# Lattice-gas cluster expansion and the coverage dependence of the adsorption energy

A chemisorbed layer on a fixed set of sites can be described by one number per cluster of sites. This page derives that description, shows what a set of ordered structures can and cannot determine, and obtains the average and differential adsorption energies of a random layer. The example is O in the hcp hollows of Ru(0001).

## Premises and conventions

1. **Site lattice.** Adatoms occupy sites $i = 1,\dots,M$ of one lattice, at most one per site. The occupation is $n_i \in \{0,1\}$, the number of adatoms is $N=\sum_i n_i$, and the coverage is $\theta = N/M$ in monolayers (ML).
2. **One energy per configuration.** Each set $S$ of occupied sites relaxes to one local minimum that still maps onto $S$. Its energy is
$$E(S) = E_{\rm slab+O}(S) - E_{\rm clean} - \tfrac{N}{2}E_{\rm O_2},$$
so that $E(\varnothing)=0$ and negative values mean exothermic dissociative adsorption.
3. **Symmetry.** $E(S)$ is invariant under the symmetry group of the clean surface.
4. **Truncation.** Only clusters with few sites and short extent carry appreciable weight. This is the one approximation in the expansion itself.

Energies are static total energies in eV. The average adsorption energy is $E_{\rm avg}=E/N$ and the energy per site is $e = E/M = \theta E_{\rm avg}$. Positive interactions are repulsive.

## Step 1: the expansion is exact and unique

For every set $\alpha$ of sites, with $|\alpha|$ members, define
$$V_\alpha = \sum_{\gamma\subseteq\alpha} (-1)^{|\alpha|-|\gamma|}E(\gamma). \tag{1}$$
Then $V_\varnothing=0$, $V_{\{i\}}=E(i)$, $V_{\{ij\}} = E(ij)-E(i)-E(j)$, and a trio coefficient is what remains of $E(ijk)$ after the three site terms and three pair terms are removed. Sum (1) over all subsets of $S$ and exchange the order of summation:
$$\sum_{\alpha\subseteq S}V_\alpha=\sum_{\gamma\subseteq S}E(\gamma)\sum_{\gamma\subseteq\alpha\subseteq S}(-1)^{|\alpha|-|\gamma|}=\sum_{\gamma\subseteq S}E(\gamma)\sum_{l=0}^{d}\binom{d}{l}(-1)^l ,\qquad d=|S|-|\gamma| .$$
The inner sum counts the ways to add $l$ of the $d$ remaining sites to $\gamma$. It equals $(1-1)^d$, which is 1 for $\gamma=S$ and 0 otherwise. Hence $\sum_{\alpha\subseteq S}V_\alpha=E(S)$. The product $\prod_{i\in\alpha}n_i$ is 1 when $\alpha\subseteq S$ and 0 otherwise, so
$$E(\{n_i\})=\sum_\alpha V_\alpha\prod_{i\in\alpha}n_i . \tag{2}$$
The coefficients are unique: (2) applied to $S=\alpha$ fixes $V_\alpha$ once the coefficients of all proper subsets are known, and induction on $|\alpha|$ completes the argument.

By premise 3, a symmetry operation maps the subsets of $\alpha$ onto subsets of its image with equal energies, so (1) gives equal $V$ for equivalent clusters. Group the clusters into types $a$. Type $a$ has $r_a$ sites, coefficient $V_a$ and multiplicity $m_a$, the number of clusters of this type per lattice site. For a pair shell $k$ with $z_k$ neighbours, $m_k=z_k/2$, since each pair is seen from both ends. For a trio, $3m_t$ trios contain a given site. The single-site coefficient is written $E_0$. A change of gas-phase reference adds a multiple of $N$ to $E$ and shifts $E_0$ alone.

## Step 2: ordered structures give linear equations

In a periodic structure $\sigma$, let $N_{\sigma a}$ be the number of fully occupied clusters of type $a$ per adatom, with $N_{\sigma 0}=1$ for the site term. Dividing (2) by $N$ gives
$$E_\sigma=\sum_a N_{\sigma a}V_a . \tag{3}$$
The matrix $N_{\sigma a}$ is pure geometry. The coefficients follow uniquely, by inversion or by least squares, if and only if this matrix has full column rank. Having as many structures as unknowns is necessary and not sufficient. A vector in the right null space is a change of the $V_a$ that no structure detects. A vector in the left null space is a relation that the energies must obey if the truncation is adequate.

### Geometry of the hcp-site lattice

The hcp hollows of one terrace form a triangular lattice with primitive vectors $\mathbf a_1,\mathbf a_2$ at 60°. With the approximate lattice constant $a\approx 2.71$ Å the site density is $2/(\sqrt3a^2)=1.57\times10^{15}$ cm$^{-2}$, and the first three shells lie at $a$, $\sqrt3a=4.69$ Å and $2a=5.42$ Å, each with $z_k=6$. The site symmetry is $C_{3v}$.

Label the site $m\mathbf a_1+k\mathbf a_2$ by the parities of $(m,k)$. This gives four $(2\times2)$ sublattices A$(0,0)$, B$(1,0)$, C$(0,1)$, D$(1,1)$. The structures p$(2\times2)$, p$(2\times1)$, $(2\times2)$-3O and $(1\times1)$ fill $s=1,2,3,4$ of them, at $\theta=s/4$. Call the number $j_a$ of distinct sublattices that a cluster touches its *span*.

| type | sites | $r_a$ | $m_a$ | span $j_a$ |
|---|---|---|---|---|
| $E_0$ | $0$ | 1 | 1 | 1 |
| $V_1$ | $0,\ \mathbf a_1$ | 2 | 3 | 2 |
| $V_2$ | $0,\ \mathbf a_1+\mathbf a_2$ | 2 | 3 | 2 |
| $V_3$ | $0,\ 2\mathbf a_1$ | 2 | 3 | 1 |
| $V_L$ linear trio | $-\mathbf a_1,\ 0,\ \mathbf a_1$ | 3 | 3 | 2 |
| $V_B$ bent trio | $\mathbf a_1,\ 0,\ \mathbf a_2-\mathbf a_1$ | 3 | 6 | 3 |
| $V_T$ triangle | $0,\ \mathbf a_1,\ \mathbf a_2$ | 3 | 1 | 3 |
| $V_{T'}$ triangle | $\mathbf a_1,\ \mathbf a_2,\ \mathbf a_1+\mathbf a_2$ | 3 | 1 | 3 |
| $V_Q$ rhombus | $0,\ \mathbf a_1,\ \mathbf a_2,\ \mathbf a_1-\mathbf a_2$ | 4 | 3 | 4 |

The multiplicities follow by assigning each cluster to one element. A linear trio has one centre site and three directions. A bent trio has one centre site and six choices of two bonds at 120°, which the threefold axis and the mirror planes make equivalent. Each unit cell holds two triangles. One surrounds a top-layer Ru atom and the other an fcc hollow, so they are distinct types. A rhombus is fixed by its short diagonal, a nearest-neighbour bond, of which there are three per site.

### Counting by symmetry

Lattice translations exchange the sublattices in pairs, for example A↔B together with C↔D. The 120° rotation about the origin sends $\mathbf a_1\to\mathbf a_2-\mathbf a_1$ and $\mathbf a_2\to-\mathbf a_1$. It fixes A and cycles B→D→C→B. These operations carry any set of $j$ sublattices into any other set of $j$. For $j=1$ a translation does it. For $j=2$, translate one member to A and rotate the other into place. The case $j=3$ is the complement of $j=1$. The clusters of one type are therefore spread evenly over the $\binom4j$ sets of $j$ sublattices. A cluster is occupied when its set lies among the $s$ filled sublattices, which holds for $\binom sj$ sets. The energy per site of structure $s$ is thus
$$e_s=\sum_{j=1}^4 W_j\,\binom sj\Big/\binom4j,\qquad W_j=\sum_{a:\,j_a=j}m_aV_a . \tag{4}$$
This holds for the untruncated expansion. For the clusters in the table,
$$W_1=E_0+3V_3,\quad W_2=3(V_1+V_2+V_L),\quad W_3=6V_B+V_T+V_{T'},\quad W_4=3V_Q . \tag{5}$$
Dividing (4) by $\theta=s/4$ gives the energies per adatom,
$$\begin{pmatrix}E_1\\E_2\\E_3\\E_4\end{pmatrix}=\begin{pmatrix}1&0&0&0\\1&\tfrac13&0&0\\1&\tfrac23&\tfrac13&0\\1&1&1&1\end{pmatrix}\begin{pmatrix}W_1\\W_2\\W_3\\W_4\end{pmatrix}. \tag{6}$$
As a direct check, an adatom in a p$(2\times1)$ row has two first, two second and six third neighbours and is the centre of one linear trio, so $E_2=E_0+V_1+V_2+3V_3+V_L=W_1+W_2/3$.

The matrix in (6) is triangular with determinant $1/9$. Forward substitution gives
$$W_1=E_1,\quad W_2=3(E_2-E_1),\quad W_3=3(E_3-2E_2+E_1),\quad W_4=E_4-3E_3+3E_2-E_1 . \tag{7}$$
Two consequences follow. First, the four structures determine the four sums $W_j$ and nothing else. They cannot separate $V_1$, $V_2$ and $V_L$, or $E_0$ and $V_3$. Second, a cluster of at most three sites has span at most 3. Any pair-plus-trio model has $W_4=0$ and rank at most 3 on these structures, and it demands $E_4-3E_3+3E_2-E_1=0$. The separation of the lumped terms needs other cells. Within the table's clusters the $(3\times3)$ cell at 1/9 ML gives $E_0$, and the $(\sqrt3\times\sqrt3)R30°$ cell at 1/3 ML, where only the six second neighbours are occupied, gives $E_0+3V_2$.

## Step 3: the random layer

Define the random layer as the equal-weight average over all $\binom MN$ configurations with $N$ adatoms. A given set of $r$ sites is fully occupied in $\binom{M-r}{N-r}$ of them, so
$$\Big\langle\prod_{i\in\alpha}n_i\Big\rangle_0=\frac{\binom{M-r}{N-r}}{\binom MN}=\frac{N(N-1)\cdots(N-r+1)}{M(M-1)\cdots(M-r+1)}\;\longrightarrow\;\theta^{\,r}$$
for $M\to\infty$ at fixed $\theta$, with relative corrections of order $1/N$. There are $Mm_a$ clusters of type $a$, so the average of (2) is $e(\theta)=\sum_am_aV_a\theta^{r_a}$. Division by $\theta$ gives
$$E_{\rm avg}(\theta)=E_0+\frac\theta2\sum_kz_kV_k+\theta^2\sum_tm_tV_t+\theta^3\sum_qm_qV_q+\dots \tag{8}$$
with $k$, $t$, $q$ running over pair, trio and quartet types.

The random layer sorts clusters by the number of sites $r_a$. The $(2\times2)$ family sorts them by span $j_a\le r_a$. The two agree only for clusters whose sites all lie on different sublattices. Using (5) to eliminate $E_0$, $V_1+V_2$, $6V_B+V_T+V_{T'}$ and $V_Q$ from (8),
$$E_{\rm avg}=(W_1-3V_3)+\theta\,(W_2+3V_3-3V_L)+\theta^2(W_3+3V_L)+\theta^3W_4,$$
which rearranges to
$$E_{\rm avg}(\theta)=\sum_{j=1}^4W_j\theta^{\,j-1}-3(1-\theta)\,(V_3+\theta V_L). \tag{9}$$
The split between $V_1$ and $V_2$ drops out because $z_1=z_2$. The values of $V_3$ and $V_L$ do not drop out, and the four ordered energies say nothing about them.

## Step 4: the differential adsorption energy

The differential energy is the change on adding one adatom at fixed $M$. With $E=Me(\theta)$ and $\Delta\theta=1/M$,
$$E_{\rm diff}=E(N+1)-E(N)=M\,[e(\theta+1/M)-e(\theta)]\;\longrightarrow\;\frac{de}{d\theta}=\frac{d(\theta E_{\rm avg})}{d\theta}=E_{\rm avg}+\theta\frac{dE_{\rm avg}}{d\theta}. \tag{10}$$
This needs only that $e$ is differentiable along the family of states considered. Integration from $e(0)=0$ gives the inverse relation $E_{\rm avg}(\theta)=\theta^{-1}\int_0^\theta E_{\rm diff}\,d\theta'$. For the random layer, (8) and (10) give
$$E_{\rm diff}(\theta)=E_0+\theta\sum_kz_kV_k+3\theta^2\sum_tm_tV_t+4\theta^3\sum_qm_qV_q+\dots \tag{11}$$
Direct counting confirms the factors. An atom placed on a randomly chosen empty site completes each of the $r_am_a$ clusters through that site with probability $\theta^{r_a-1}$. It collects the whole $V_a$, whereas in $E_{\rm avg}$ the same $V_a$ is shared among $r_a$ atoms. Applied to (9), equation (10) gives
$$E_{\rm diff}(\theta)=\sum_{j=1}^4 jW_j\theta^{\,j-1}-3V_3(1-2\theta)-3V_L(2\theta-3\theta^2). \tag{12}$$

**Ordered path.** At $T=0$ a coverage between two adjacent ground-state structures is realised by macroscopic domains of both. Boundary energy is negligible per site and $e$ is linear in $\theta$. With the cell energies $\varepsilon_s=sE_s=4e_s$ and $\varepsilon_0=0$, the slope between $s$ and $s+1$ is
$$\Delta_s=\frac{e_{s+1}-e_s}{1/4}=\varepsilon_{s+1}-\varepsilon_s . \tag{13}$$
Here $E_{\rm diff}$ is a staircase that jumps at the ordered coverages. Structure $s$ lies below the tie line of its neighbours when $\varepsilon_s<(\varepsilon_{s-1}+\varepsilon_{s+1})/2$, which is $\Delta_{s-1}<\Delta_s$. All four structures lie on the lower convex hull of this set when $\Delta_s$ increases with $s$.

**Link between the two paths.** Take $V_3=V_L=0$, so that $e(\theta)=\sum_jW_j\theta^j$. The identity $\binom4s\binom sj=\binom4j\binom{4-j}{s-j}$ and the binomial theorem give $\sum_s\binom4s\binom sj\theta^s(1-\theta)^{4-s}=\binom4j\theta^j$. Averaging (4) with binomial weights therefore yields
$$e(\theta)=\frac14\sum_{s=0}^4\binom4s\theta^s(1-\theta)^{4-s}\varepsilon_s,\qquad E_{\rm diff}(\theta)=\sum_{s=0}^3\binom3s\theta^s(1-\theta)^{3-s}\Delta_s . \tag{14}$$
The second form follows by differentiating the first, using $s\binom4s=4\binom3{s-1}$ and $(4-s)\binom4s=4\binom3s$, and shifting the index in the first group of terms. The smooth curve is a weighted mean of the steps, running from $\Delta_0$ at $\theta=0$ to $\Delta_3$ at $\theta=1$.

## Range of validity

**Mapping to one lattice.** Equation (2) requires premises 1 and 2. It excludes substrate reconstruction, subsurface oxygen, oxide growth, steps and $\theta>1$. Occupation of fcc hollows needs a second set of variables with its own site energy and cross terms.

**Truncation.** Elastic and dipolar pair terms fall off as $C/r^3$. The part of $\sum_kz_kV_k$ beyond a radius $r_c$ is close to $\int_{r_c}^\infty 2\pi\rho\,r\,C r^{-3}dr=2\pi\rho C/r_c$ for site density $\rho$. The sum converges, but slowly. A fit folds the omitted terms into the retained ones according to their span, as (4) shows, so fitted coefficients depend on the structure set.

**Static energies.** Zero-point and thermal vibrational terms are left out. A part that is the same for every adatom shifts $E_0$ only.

**Randomness.** Equations (8) and (11) hold for uncorrelated occupations. In equilibrium at fixed $N$ and $\beta=1/k_BT$, the mean lattice-gas energy $U$ obeys $dU/d\beta=-(\langle E^2\rangle-\langle E\rangle^2)\le0$. It equals the random value at $\beta=0$ and tends to the ground-state value as $\beta\to\infty$. The random layer is therefore an upper bound on the equilibrium energy at any temperature, and the ground state is a lower bound.

The first correction is $U=\langle E\rangle_0-\beta\,{\rm Var}_0(E)$. For a pair model write $n_i=\theta+\delta_i$. The term linear in $\delta_i$ is proportional to $\sum_i\delta_i=0$ at fixed $N$, which leaves the fluctuating part $\sum_{i<j}V_{ij}\delta_i\delta_j$. For large $M$ the $\delta_i$ are independent with zero mean and variance $\theta(1-\theta)$. Two different pairs always contain a site that appears once, so they are uncorrelated, and ${\rm Var}_0=M\sum_k\tfrac{z_k}2V_k^2\,\theta^2(1-\theta)^2$. Per adatom,
$$\delta E_{\rm avg}=-\frac{\theta(1-\theta)^2}{k_BT}\sum_k\frac{z_k}2V_k^2 . \tag{15}$$
For one dominant shell the ratio of $|\delta E_{\rm avg}|$ to the pair term of (8) is $|V_1|(1-\theta)^2/k_BT$. The random formula describes an equilibrated layer only when this ratio is small. It also describes a frozen layer whose atoms arrived independently and never moved. Dissociation of O$_2$ deposits atoms in pairs, so a frozen layer made from O$_2$ need not be uncorrelated.

## Numerical illustration: O/Ru(0001)

**Inputs.** Take as given the approximate energies per O atom, relative to $\tfrac12$O$_2$ and typical of GGA slab calculations for hcp sites: $E_1=-2.58$, $E_2=-2.31$, $E_3=-2.09$, $E_4=-1.90$ eV. Each carries a rounding uncertainty of $\delta=0.005$ eV. An uncertainty common to all four, such as that of the O$_2$ reference, moves $W_1$ and leaves $W_2$, $W_3$, $W_4$ unchanged.

**Inversion.** From (7), with worst-case bounds equal to $\delta$ times the sum of the absolute coefficients,

- $W_1=-2.58$ eV,
- $W_2=3\times0.27=0.81\pm0.03$ eV,
- $W_3=-0.15\pm0.06$ eV,
- $W_4=0.02\pm0.04$ eV.

The quartet sum is smaller than its rounding bound, so these inputs neither require nor exclude a quartet. It is kept below so that every model reproduces the four inputs by construction.

**Ordered path.** The cell energies are $\varepsilon_s=-2.58,\,-4.62,\,-6.27,\,-7.60$ eV. The steps (13) are $\Delta_s=-2.58,\,-2.04,\,-1.65,\,-1.33$ eV for $s=0,\dots,3$. They increase, so all four structures lie on the hull of this set. They are all negative, so each added quarter monolayer is exothermic relative to O$_2$. Whether another structure, such as $(\sqrt3\times\sqrt3)R30°$, cuts below this hull depends on $V_2$, which these inputs do not fix.

**Two models with identical ordered energies.** Model A sets $V_2=V_3=V_L=V_B=0$. Then $E_0=-2.58$, $V_1=0.27$, $V_T+V_{T'}=-0.15$ and $V_Q=0.007$ eV, and
$$E^{A}_{\rm avg}=-2.58+0.81\,\theta-0.15\,\theta^2+0.02\,\theta^3\ \ {\rm eV}.$$
Model B adds the further given inputs $V_3\approx-0.02$ eV and $V_L\approx-0.04$ eV, of typical size for this system, at fixed $W_j$. Then $V_1+V_2=0.31$ eV and
$$E^{B}_{\rm avg}=-2.52+0.87\,\theta-0.27\,\theta^2+0.02\,\theta^3\ \ {\rm eV}.$$

| $\theta$ (ML) | $E_s$ ordered | $E^A_{\rm avg}$ | $E^B_{\rm avg}$ | $E^A_{\rm diff}$ | $E^B_{\rm diff}$ | $E^A_{\rm avg}-E_s$ | $E^B_{\rm avg}-E_s$ |
|---|---|---|---|---|---|---|---|
| 1/4 | −2.58 | −2.39 | −2.32 | −2.20 | −2.13 | 0.19 | 0.26 |
| 1/2 | −2.31 | −2.21 | −2.15 | −1.87 | −1.84 | 0.10 | 0.16 |
| 3/4 | −2.09 | −2.05 | −2.01 | −1.58 | −1.64 | 0.04 | 0.08 |
| 1 | −1.90 | −1.90 | −1.90 | −1.33 | −1.51 | 0 | 0 |

All entries are in eV. At 1 ML there is a single configuration, so the average energies coincide by construction.

**Rounding.** The bounds on the $W_j$ are correlated and largely cancel. In (14) the weights are positive and $|\delta\varepsilon_s|\le s\delta$. The binomial mean of $s$ is $4\theta$, so $|\delta e|\le\theta\delta$ and $E_{\rm avg}$ is uncertain by at most $\delta$. With $|\delta\Delta_s|\le(2s+1)\delta$ and mean $s=3\theta$, $E_{\rm diff}$ is uncertain by at most $(1+6\theta)\delta$, which is 0.035 eV at 1 ML.

**Undetermined clusters.** The last term of (9) raises $E_{\rm avg}$ by 0.07, 0.06 and 0.04 eV at 1/4, 1/2 and 3/4 ML. These shifts rival the ordering energies of model A, 0.19, 0.10 and 0.04 eV. At 1 ML the differential energy moves by $-0.18$ eV. In model A, $E_{\rm diff}(1)=\Delta_3$, because vacancies on a $(2\times2)$ mesh share no cluster. In model B they share third-neighbour pairs and linear trios, so an isolated vacancy costs 1.51 eV and a vacancy in $(2\times2)$-3O costs 1.33 eV. The four structures give the trend of both curves and the growing gap between $E_{\rm diff}$ and $E_{\rm avg}$. They do not give the ordering energy to better than several hundredths of an eV.

**Is the layer random?** With $V_1=0.27$ eV, $V_1/k_BT$ is 10.4 at 300 K and 3.1 at 1000 K. At $\theta=1/4$ and 1000 K, (15) gives $-0.36$ eV against a pair term $3V_1\theta=0.20$ eV, a ratio of 1.8. The first-order correction exceeds the term it corrects, so the expansion about the random state has broken down. A ratio of 0.1 would need $T\approx1.8\times10^4$ K. The triangles of model A add $\theta(V_T+V_{T'})$ to the coefficient of $\delta_i\delta_j$ on each nearest-neighbour bond and lower it to 0.23 eV, which leaves the conclusion unchanged. For equilibrated O/Ru(0001) the random-layer energies in the table are upper bounds. If the ordered structures are the ground states, the mean energy at 1/4 ML lies between $-2.58$ eV and the random value, $-2.39$ eV in model A or $-2.32$ eV in model B. Its position in that interval requires a statistical treatment of (2) that keeps the correlations, such as Monte Carlo sampling with separately determined $V_1$, $V_2$ and $V_3$.